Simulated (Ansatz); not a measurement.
# A series in smearing width on Co

Plane-wave density functional theory, scalar-relativistic PAW datasets made under PBE, Gamma-centred meshes; one setting moves on a fixed relaxed cell, energies count from the zero-width extrapolation of the reference run, pressure is Pulay-corrected at fixed cutoff and positive in compression. The results are calculated, by Ansatz 0.2.0.

Structure of every row (space group P6_3/mmc, No. 194):
```
Co
1.0
      2.4271     0.0000     0.0000
     -1.2136     2.1020     0.0000
      0.0000     0.0000     3.9126
Co
2
Direct
  0.33333 0.66667 0.25000
  0.66667 0.33333 0.75000
```

Settings of every row: spin polarised no; functional r2SCAN; wave cutoff 500 eV; k mesh 15x15x8; smearing method gaussian; reference k mesh 15x15x8; reference smearing width 0.1 eV; reference wave cutoff 500 eV; reference smearing method fermi_dirac; swept setting smearing; valence electrons per atom 17.

Atom starting moment: 0 on all atoms.

Limits: held non-magnetic: a magnetic state may lie lower; settings are moved on purpose, so some rows are far from converged.

| row | smearing width (eV) | free energy error per atom (meV) | zero smearing energy error per atom (meV) | pressure (GPa) |
| --- | --- | --- | --- | --- |
| 1 | 0.01 | 1.07 | 1.14 | -1.05 |
| 2 | 0.03 | 0.55 | 1.15 | -1.04 |
| 3 | 0.1 | -5.5 | 1.03 | -0.89 |
| 4 | 0.2 | ? | ? | ? |
| 5 | 0.3 | -56.43 | -0.12 | 0.3 |

Question: what free energy error per atom should row 4 give?

Worked fit of free energy error per atom. Smearing changes a smooth quantity, to lowest order, with the square of the width, so take w² in eV². The shown rows have w² = 0.0001, 0.0009, 0.01, 0.09. Their means are 0.02525 and -15.078 meV; the sums about the means are S_tt = 0.005651 and S_ty = -3.61, whose ratio is the slope. Least squares give free energy error per atom = 1.055 − 638.92 × w² meV. The rows lie off it by 0.08, 0.07, -0.17, 0.02 (root mean square 0.1 meV). The constant, 1.055 meV, estimates the value at zero width. The withheld row has w² = 0.04, so the fit gives 1.055 − 638.92 × (0.04) = -24.50 meV.

The calculation gave -24.71 meV. The fit lies 0.21 meV (0.37 % of the column's range) above it; its largest miss of a shown row is 0.17 meV.

The other values of row 4: zero smearing energy error per atom 0.85 meV; pressure -0.43 GPa.
